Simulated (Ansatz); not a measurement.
## The polar optical mode of BN at 30 GPa, worked through

These are results of Ansatz 0.2.0, DFT LDA, scalar-relativistic, plane waves, PAW, not measurements. Settings: 420 eV plane-wave cutoff, Γ-centred 12×12×12 mesh, fixed occupations. No spin polarisation. Phonons by linear response, acoustic sum rule imposed.

The cell, relaxed at 30 GPa:
```cif
data_structure
_symmetry_space_group_name_H-M 'P 1'
_symmetry_Int_Tables_number 1
_cell_length_a 2.4766
_cell_length_b 2.4766
_cell_length_c 2.4766
_cell_angle_alpha 60.000
_cell_angle_beta 60.000
_cell_angle_gamma 60.000
_cell_volume 10.74
loop_
_atom_site_label
_atom_site_type_symbol
_atom_site_fract_x
_atom_site_fract_y
_atom_site_fract_z
_atom_site_occupancy
B1 B 0.00000 0.00000 0.00000 1
N1 N 0.75000 0.75000 0.75000 1
```

Linear response gives ν_TO = 1157.9 cm⁻¹, Born charges ±1.847 e (positive on B) and ε∞ = 4.512. The primitive cell holds 10.741 Å³, and the masses are 10.810 and 14.007 amu.

Question: Find ν_LO and the static dielectric constant.

Answer: The long-wave field adds a restoring force: ω_LO² − ω_TO² = Z*²e²/(ε_vac ε∞ μV). In these units ν_LO² − ν_TO² = 4.92064×10⁷ Z*²/(μ V ε∞) cm⁻², with μ = m₁m₂/(m₁ + m₂) = 6.101 amu: 567371 cm⁻². So ν_LO = √(1157.9² + 567371) = 1381.3 cm⁻¹, and the run gives 1381.3. Lyddane–Sachs–Teller then gives ε0 = ε∞ (ν_LO/ν_TO)² = 6.42, against 6.42 in the run (it forms both from the same three quantities, so the match checks the arithmetic only). Between ν_TO and ν_LO the dielectric function is negative and an undamped crystal reflects fully: a reststrahlen band from 7.2 to 8.6 μm.

Question: What do the Clausius–Mossotti polarisability and the Szigeti charge come to?

Answer: With the Lorentz local field, α = (3V/4π)(ε∞ − 1)/(ε∞ + 2) = 1.38 Å³ for the pair, and e_S = 3Z*/(ε∞ + 2) = 0.85 e. The Born charge includes the electrons' response to the dipole's own local field, and e_S takes that enhancement out. The Lorentz field assumes point-like polarisable ions, a poor picture once ε∞ is this large, since the electron clouds then overlap or are shared, so both numbers are formal here.

Question: How strongly does a slow electron couple to the LO mode?

Answer: For one isotropic parabolic band, Fröhlich's constant is α_F = (1/ε∞ − 1/ε0) √(m* Ry/ħω_LO), with Ry = 13.606 eV, ħω_LO = 171.3 meV and m* in free-electron masses: α_F = 0.0659 × 8.91 × √m* = 0.59 √m*. The band mass isn't part of this run; for m* = 0.1, 0.3 and 1 it gives 0.19, 0.32, 0.59. In weak coupling the polaron lies α_F ħω_LO below the band edge (55 meV at m* = 0.3) with a mass m*(1 + α_F/6); past α_F of about 5 or 6 that expansion fails. A semilocal functional's ε∞ tends to be too large, which taken alone lowers α_F.

Cost: 1 run of about 0.36 core-minutes, on Intel Xeon Processor @ 2.50GHz (Skylake/Cascade Lake) (shared hosts).

The zinc-blende BN lattice is both stiff and polar. Light atoms joined by strong, directional sp³ bonds put the transverse mode at 1157.9 cm⁻¹, and the field set up by the Born charges lifts the longitudinal mode to 1381.3 cm⁻¹. The sign of those charges follows the greater electronegativity of nitrogen, but their size measures how polarisation changes as the sublattices move, not a static charge transfer, so it is compatible with largely covalent bonding.

The same stiffness explains why the static dielectric constant rises only from 4.512 to 6.42. A large effective charge favours ionic screening, but a strong restoring force limits the displacement a static field can produce. The modest lattice contribution and the high phonon energy both keep the Fröhlich coupling small for ordinary band masses. In cubic BN the conduction-band minimum lies at X, where the mass is anisotropic, so the single-mass estimate supports weak to moderate coupling but not a quantitative polaron mass or its directional dependence.
